Zincblende BN (2-atom cell, unstrained a = 3.610 Å), computed with Ansatz 0.2.0: plane-wave PAW, r2SCAN, no spin polarisation, 500 eV cutoff, 12×12×12 k mesh. Strain is per length, with atoms relaxed in each strained cell; epitaxial cells are free along the normal, uniaxial ones have their sides held. Gaps are indirect; changes are relative to the unstrained cell.

```
  strain kind  strain (%)  band gap (eV)  band gap change (eV)
epitaxial 111        -2.5          4.971                -0.032
epitaxial 111          -2          4.985                -0.017
epitaxial 111          -1          5.002                -0.001
epitaxial 111           1          4.949                -0.054
epitaxial 111           2          4.895                -0.108
 epitaxial xy          -2          4.769                -0.233
 epitaxial xy          -1          4.888                -0.115
 epitaxial xy           1          4.726                -0.277
  hydrostatic          -4          5.152                 0.149
  hydrostatic          -3          5.116                 0.113
  hydrostatic          -2          5.079                 0.076
  hydrostatic          -1          5.041                 0.039
  hydrostatic           1          4.963                -0.040
  hydrostatic           2          4.923                -0.080
  hydrostatic           3          4.882                -0.121
  hydrostatic           4          4.839                -0.164
  hydrostatic        5.19          4.788                -0.215
 uniaxial 111        -0.5          4.996                -0.007
   uniaxial z         2.5          4.746                -0.257
```

## What has to be estimated

The unstrained crystal has an indirect gap of 5.003 eV, from the valence top at Γ, the centre of the Brillouin zone, to a conduction valley at X, on a cube axis. The column "band gap change" gives the shift of this gap when the crystal is strained, and "strain" is the imposed change of length in per cent. Hydrostatic strain changes all lengths alike. Epitaxial strain fixes the two in-plane lengths, as a substrate does for a thin film, and lets the film choose its thickness. Uniaxial strain changes one length and holds the sides.

Under hydrostatic strain the gap opens in compression and closes in tension. A film squeezed by 2 % in the xy plane is also compressed, yet its gap falls by 0.233 eV. Volume is therefore only half of the story; the other half is the change of shape.

## Why a change of shape closes the gap

The cubic crystal has three equivalent X valleys, one for each cube axis. If the z axis becomes longer or shorter than the other two, the valleys no longer have the same energy. Their average can respond, to first order, only to the volume, because averaging over the three axes erases the difference between them. So if one valley moves by two units, the other two move by one unit in the opposite direction.

The gap is measured to the lowest valley, and whichever way the three split, at least one of them goes down. The same argument holds upside down for the valence top at Γ, where three levels coincide: at least one goes up, and the gap is measured from the highest. Splitting therefore narrows the gap for either sign of strain.

It does not narrow it equally. In these calculations the lowest valley lies along an axis that has become relatively short. When z is the long axis, the lowest valleys are the in-plane pair, which moves by one unit. When z is the short axis, the lowest valley is the single one, which moves by two. The conduction share of the loss should then be about twice as large for the same distortion, and so should the whole loss, provided that the valence top also has its single level uppermost when z is short.

The xy films bear this out. Once the effect of volume is removed, the loss at +1 % is 1.9 times that at −1 %. The gap gives only the sum of the conduction and valence shares, but the band edges of the same calculations separate them. Set against a cubic crystal of equal volume, interpolated between the hydrostatic rows, the valence top supplies a little over a third of the loss at −1 % and at +1 %, and the valley supplies the rest. Both shares nearly double from compression to tension, so the single valence level is indeed uppermost when z is short.

## The rule

All strains are in per cent and energies in eV.

1. Find the strain along the normal. For an epitaxial xy film it is −0.43 times the in-plane strain, for an epitaxial 111 film −0.16 times. For uniaxial strain it is the imposed strain itself, and the in-plane strain is zero.
2. Add the three strains to get v, which is nearly the change of volume.
3. Subtract the in-plane strain from the normal strain to get t, the change of shape. Hydrostatic strain has t = 0.
4. Gap change ≈ −0.013 v − loss.

The loss depends on the direction that is singled out:

- cube axis, t positive: 0.09 t
- cube axis, t negative: 0.18 |t|
- 111 direction, either sign: 0.03 |t|

The two ratios in step 1 come from the relaxed cells of the same calculations. They express the Poisson effect: a film squeezed in its plane grows thicker.

## First example: an xy film squeezed by 2 %

The film thickens by 0.43 × 2 = 0.86 %. The sum of strains is v = −2 − 2 + 0.86 = −3.14, and the change of shape is t = 0.86 + 2 = 2.86.

The smaller volume opens the gap by 0.013 × 3.14 = 0.041 eV. The splitting closes it by 0.09 × 2.86 = 0.257 eV. Without rounding of the parts the estimate is −0.217 eV, against −0.233 eV in the table. This is the largest miss of the whole series, and it amounts to 7 % of the computed change.

Now stretch the same film by only 1 %. The distortion is half as large and has the other sign, so the doubled constant applies, and the loss is again 0.257 eV. The larger volume now closes the gap a little further. This is why 1 % of tension costs more gap than 2 % of compression.

## Second example: a 111 film squeezed by 1 %

Here the normal is a body diagonal of the cube. All three cube axes make the same angle with it, so the three X valleys remain equivalent. To first order only the valence top adds to the loss. The valleys' share, which is the larger one for a cube axis, is missing, and this is the main reason why the constant for this direction is so much smaller.

The film thickens by 0.16 %, so v = −1.84 and t = 1.16. The volume part is +0.024 eV and the loss is 0.035 eV, which leaves −0.011 eV. The table has −0.001 eV.

As a percentage this estimate is useless; as a statement that the gap hardly moves, it is right. The small value is a balance between two opposing effects and no sign that the gap is insensitive to strain. Stretch the film by 1 % instead, and both effects close the gap: the table then gives −0.054 eV.

## How accurate the rule is

The three constants were fitted by least squares to all 19 rows, and the rule uses them in rounded form. Both examples were thus part of the fit. The typical miss is 0.007 eV and the largest 0.016 eV, whereas volume alone would miss by up to 0.27 eV. When each row in turn is left out of the fit and then predicted, the typical miss is still only 0.008 eV. The printed output below lists both parts of the estimate for every row.

The weakest piece of reasoning concerns the 111 direction. The one-against-two argument should apply to the valence top there too, and would make the loss twice as large for one sign of t as for the other. The table shows nearly equal losses, and a rule with the doubled weight misses by up to 0.037 eV on these rows. The equal weight is therefore an empirical choice for this range of strain. The rows point to effects of second order: the loss in tension is 1.2 times that in compression at 1 %, but 0.93 times at 2 %. The ratio thus rises as the strain shrinks and, as long as spin–orbit coupling is left out, may approach two for very small strains, which the table does not reach.

## Where the rule ends

**Large strain.** The rule takes the hydrostatic shift as 0.039 eV for each per cent of length. The computed value drifts from 0.037 eV at the strongest compression to 0.041 eV at the strongest tension. At 5.19 % this makes the estimate 0.013 eV too small in size, and the error should grow beyond that.

**Thinly covered directions.** The doubled loss for a short z axis rests on a single row, the xy film at +1 %. Each kind of uniaxial strain also has only one row. The rule reproduces these rows well, but larger strains of the same kind are an extrapolation.

**Very small strain.** The rule has a sharp kink at t = 0, because the valence levels, and for strain along a cube axis also the X valleys, coincide exactly in the unstrained crystal. Spin–orbit coupling, which the calculation leaves out, separates one of the three valence levels slightly from the start. The kink should remain, because the two levels left at the top still coincide and split under strain. For very small strains, however, the valence share of the loss is then expected to be equal for both signs. This matters most for 111 films, where the loss is small and comes to first order from the valence top alone.

**The gap itself.** The rule gives a shift. The r2SCAN gap is too small in absolute terms, so an engineer would add the shift to a measured gap. That step assumes that the error of the functional hardly changes with strain, which one functional alone does not test.

## The same reasoning for silicon

Silicon also has its lowest conduction valleys along the cube axes, so a strain along one of these axes splits them one against two in the same way. Its gap, however, shrinks slightly under hydrostatic pressure, so the volume part has the opposite sign. In a silicon film squeezed in the xy plane, volume and splitting therefore both close the gap, whereas in BN they oppose each other.

The pattern of splitting follows from symmetry and carries over from one crystal to the other. The constants belong to the material: one hydrostatic calculation supplies the volume constant, and for each direction a squeezed and a stretched film supply the loss.

Output of the analysis:

```
normal strain per in-plane strain, epitaxial xy (mean): -0.4263
normal strain per in-plane strain, epitaxial 111 (mean): -0.1585
fit of band_gap_change on 19 rows: coefficient of vol -0.01311 +/- 0.00023, coefficient of tet -0.09215 +/- 0.0013, coefficient of tri -0.02841 +/- 0.0014; rms 0.00607, worst hydrostatic 0.0108, leave-one-out rms 0.00836
hand rule:
            row  strain_%  sum_of_strains_%  normal_less_inplane_%  volume_part_eV  splitting_part_eV   rule_eV  rule_less_computed_eV
  epitaxial 111      -2.5              -4.6                    2.9          0.0598             -0.087   -0.0272                 0.0048
  epitaxial 111        -2             -3.68                   2.32         0.04784            -0.0696  -0.02176               -0.00476
  epitaxial 111        -1             -1.84                   1.16         0.02392            -0.0348  -0.01088               -0.00988
  epitaxial 111         1              1.84                  -1.16        -0.02392            -0.0348  -0.05872               -0.00472
  epitaxial 111         2              3.68                  -2.32        -0.04784            -0.0696   -0.1174               -0.00944
   epitaxial xy        -2             -3.14                   2.86         0.04082            -0.2574   -0.2166                0.01642
   epitaxial xy        -1             -1.57                   1.43         0.02041            -0.1287   -0.1083                0.00671
   epitaxial xy         1              1.57                  -1.43        -0.02041            -0.2574   -0.2778               -0.00081
    hydrostatic        -4               -12                      0           0.156                  0     0.156                  0.007
    hydrostatic        -3                -9                      0           0.117                  0     0.117                  0.004
    hydrostatic        -2                -6                      0           0.078                  0     0.078                  0.002
    hydrostatic        -1                -3                      0           0.039                  0     0.039                      0
    hydrostatic         1                 3                      0          -0.039                  0    -0.039                  0.001
    hydrostatic         2                 6                      0          -0.078                  0    -0.078                  0.002
    hydrostatic         3                 9                      0          -0.117                  0    -0.117                  0.004
    hydrostatic         4                12                      0          -0.156                  0    -0.156                  0.008
    hydrostatic      5.19             15.57                      0         -0.2024                  0   -0.2024                0.01259
   uniaxial 111      -0.5              -0.5                   -0.5          0.0065             -0.015   -0.0085                -0.0015
     uniaxial z       2.5               2.5                    2.5         -0.0325             -0.225   -0.2575                -0.0005
unstrained gap (eV): 5.003
rms miss of hand rule, all rows (eV): 0.006825
largest miss of hand rule, all rows (eV): 0.01642
largest miss if volume alone is used (eV): 0.2738
splitting loss at +1 % over that at -1 %, epitaxial xy: 1.895
splitting loss at +1 % over that at -1 %, epitaxial 111: 1.207
splitting loss at +2 % over that at -2 %, epitaxial 111: 0.9278
largest miss on 111 rows with one-to-two weighting (eV): 0.03737
largest miss on 111 rows with hand rule (eV): 0.00988
hydrostatic gap change per % of length, weakest (eV): -0.03725
hydrostatic gap change per % of length, strongest (eV): -0.04143
```
